Single-point calculations of AlNi (Pm-3m, 2 atoms per cell) with Ansatz 0.2.0: PBEsol with collinear spin, PAW datasets made for PBE, cutoffs of 421.78 eV (waves) and 1687.1 eV (density), unshifted k meshes and Gaussian smearing of 0.1 eV. Energies are free energies relative to the 10x10x10 mesh; pressure is positive in compression.

```
k mesh  energy less reference (meV/atom)  pressure (GPa)  cell moment (muB)
 3x3x3                             79.43          -2.600              0.330
 4x4x4                            -17.65          -4.120              0.000
 5x5x5                             22.08          -2.510              0.120
 6x6x6                             15.90          -2.990              0.000
 8x8x8                              4.60          -3.120              0.000
```

The table follows one cell of the metallic compound AlNi through five k meshes, the grids of electron wave vectors over which the energy is summed. The atoms never move, so a sound calculation would repeat the same energy, pressure and magnetic moment in every row. Instead the energy per atom, counted from a 10x10x10 mesh, starts 79 meV too high, drops to 18 meV below zero and then turns positive again. The approximation that fails is the replacement of a continuous range of wave vectors by a few points.

**3x3x3: a metal built from four kinds of point.** The mesh has 27 points, but the symmetry of the cubic cell makes many of them equivalent, and only four different ones remain. The heaviest group of equivalent points holds 0.89 electron in each band, counting both spins. In the real metal, the Fermi surface separates filled from empty states and can shift smoothly until the electron count is right. On this mesh the electrons are added in large lumps, and the energy depends on where the few points happen to lie.

The cell has 21 electrons in the calculation, and the lumps will generally not add up to that number. The remainder has to go into a group that is only partly filled. With smeared occupations, a group can be partly filled only if its level lies close to the Fermi level, within about the smearing width. A coarse mesh therefore tends to place a heavy group of states right at the Fermi level, where the true metal may have few.

This crowding can be read from a quantity in the output of each run, the smearing term TS (written like a temperature times an entropy, although Gaussian smearing has only a width and no real temperature). For Gaussian smearing of width σ, each level contributes to TS in proportion to exp(−x²), where x is its distance from the Fermi level divided by σ. Its contribution to the broadened density of states D at the Fermi level has the same shape. Dividing one by the other gives TS = σ²D/2, with no adjustable constant.

For the 3x3x3 run, TS is 0.0149 eV per cell and σ is 0.1 eV. Hence D = 2 × 0.0149 / 0.1² ≈ 3.0 states per eV and cell, both spins together. The same step for the 10x10x10 run gives about 0.6. The coarse mesh thus sees almost five times as many states at the Fermi level, although the material is the same. A different convention for the width would rescale both densities but leave their ratio unchanged.

The first row also shows a moment of 0.33 μB, most of it on nickel. It is absent from 6x6x6 onwards, and AlNi in this structure is known to be nonmagnetic, so the moment is an artefact. Stoner's argument explains how such an artefact can arise. Turning over some spins lowers the exchange energy, but it forces electrons into higher levels. Where many states crowd at the Fermi level, those higher levels are close by and the cost is small, so an artificial crowd of states can tip the balance towards magnetism.

**4x4x4: an energy below the reference.** The second row lies 18 meV per atom below the 10x10x10 result, which may look like an improvement. It is not, because the variational principle compares trial states for one fixed problem, and a new mesh changes the sum that defines the energy. A mesh can give too much weight to low-lying states or to high-lying ones. A lower energy is therefore no reason to prefer one mesh over another.

The moment is zero here, yet the energy and the pressure are still clearly off. False magnetism is thus not needed for a sampling error. How much the moment adds in the rows that have one remains unknown, since that would take a run on the same mesh with the moment held at zero.

**5x5x5: more points, and the moment returns.** This mesh has almost twice as many points as the one before, 125 against 64. Symmetry, however, leaves ten different points in both cases, and the heaviest group carries nearly the same lump of electrons. What differs is where the points lie: the 4x4x4 mesh includes points on the boundary of the Brillouin zone, and the 5x5x5 mesh does not. The moment comes back at 0.12 μB, and the smearing term rises again.

The two magnetic rows are the two with the largest smearing terms, as Stoner's argument suggests. This supports the explanation but does not prove it. The densities in these rows belong to states that are already magnetic, whereas a strict test needs the density of the nonmagnetic state on the same mesh. Nor do two odd-numbered meshes establish a rule that odd meshes give moments.

The pressure adds a second warning. From 3x3x3 to 5x5x5 the energy error, measured against 10x10x10, shrinks by a factor of 3.6. The pressure error grows slightly, from 0.77 to 0.86 GPa. Pressure follows from the slope of the energy with volume, and when the cell is compressed the levels at the mesh points move relative to the Fermi level. An energy error can be small at one volume and still change quickly with volume, so a settled energy does not guarantee a settled pressure.

**6x6x6: a small step that misleads.** Between 5x5x5 and 6x6x6 the energy changes by only 6 meV per atom. A convergence test that compares neighbouring meshes and stops when the change is below 10 meV would stop here. Yet the energy is still 16 meV above the 10x10x10 value. The step is small because the two meshes have errors of the same sign and similar size, which cancel in the difference.

The next row exposes the mistake. It skips one mesh, and the energy moves by 11 meV, more than in the step before. In a series that converges steadily, a small step would usually be followed by smaller ones. Here each mesh places its points anew relative to the Fermi surface, and the errors do not shrink in a regular pattern. Several successive meshes have to agree before their agreement means much.

**8x8x8: close in energy, less settled elsewhere.** The last row is within 5 meV per atom of the 10x10x10 energy, and its moment is zero. Its pressure still differs by 0.25 GPa, about 7 % of the 10x10x10 value. The negative sign means that the cell would contract if it were released at these settings. The PAW datasets were made for the PBE functional and not for PBEsol, which can shift the pressure in every row, and no denser mesh removes that error. Anyone who wants a lattice constant from such runs has to test the convergence of the pressure, not only that of the energy.

The smearing term gives the clearest sign that the series has not ended. At a fixed width it should approach one constant value, because the material has only one density of states. From 8x8x8 to 10x10x10 it still falls by half, from 6.2 to 3.1 meV per cell. The reference is thus a point of comparison, and the energies in the table are distances from it, not from the exact limit.

As a diagnostic, the smearing term does well in one respect and poorly in another. Over the five rows it falls in the same order as the size of the energy error, including the setback at 5x5x5. It does not give the error itself: from 6x6x6 to 8x8x8 the term falls by only about a seventh, while the energy error drops to less than a third. Nor is the term the main source of the error, since energies extrapolated to zero smearing width scatter just as much. It is a symptom of poor sampling, and the output printed after this text lists it for each mesh.

The same reasoning carries over to larger cells of the same crystal. Doubling all three edges halves the spacing of the reciprocal lattice, so a 3x3x3 mesh centred on zero wave vector then samples the same states as 6x6x6 does here. For the perfect crystal it would inherit the same error of 16 meV per atom. What counts is how closely the points are spaced in reciprocal space and where they lie, not the three numbers in the input.

For a metal, then, the mesh should be refined until the energy, the pressure, the moment and the smearing term all hold still over several successive meshes. A weak moment that comes and goes with the mesh should be treated as a sampling error until denser meshes confirm it. By this rule the AlNi series has to be carried beyond 10x10x10, until several meshes agree, before its pressure can be quoted to a tenth of a GPa.

The analysis program printed:

```
Errors against 10x10x10:
    row  energy_meV_per_atom  step_from_row_before_meV  pressure_GPa  energy_at_zero_width_meV
  3x3x3                79.43                       n/a        0.7669                     82.39
  4x4x4               -17.65                    -97.08       -0.7531                    -16.29
  5x5x5                22.08                     39.73        0.8569                     24.39
  6x6x6                 15.9                     -6.18        0.3769                     16.94
  8x8x8                  4.6                     -11.3        0.2469                     5.392
Sampling:
    row  points  inequivalent_points  electrons_per_band_in_heaviest_group  Fermi_energy_less_reference_eV
  3x3x3      27                    4                                0.8889                        -0.05579
  4x4x4      64                   10                                 0.375                         -0.3047
  5x5x5     125                   10                                 0.384                         -0.1268
  6x6x6     216                   20                                0.2222                         0.02795
  8x8x8     512                   35                                0.1875                        -0.08802
Density of states at the Fermi level seen by the mesh:
    row  smearing_term_meV_per_cell  states_per_eV_cell  per_spin  ratio_to_reference
  3x3x3                        14.9                2.98      1.49               4.843
  4x4x4                       8.507               1.701    0.8507               2.765
  5x5x5                       12.33               2.467     1.233               4.009
  6x6x6                        7.24               1.448     0.724               2.353
  8x8x8                       6.244               1.249    0.6244               2.029
Density of states in the reference run, states per eV and cell: 0.6153
Same per spin: 0.3077
Smearing term of the reference, meV per cell: 3.077
Smearing term of reference over that of 8x8x8: 0.4928
Spread of the Fermi energy over the five rows, eV: 0.3326
Energy error of 6x6x6 over size of the step from 5x5x5: 2.573
Size of energy error, 4x4x4 over 6x6x6: 1.11
Energy error, 3x3x3 over 5x5x5: 3.597
Pressure error, 3x3x3 over 5x5x5: 0.895
Pressure error of 8x8x8 in percent of the reference pressure: 7.333
Number of rows with a moment above 0.05 muB: 2
```
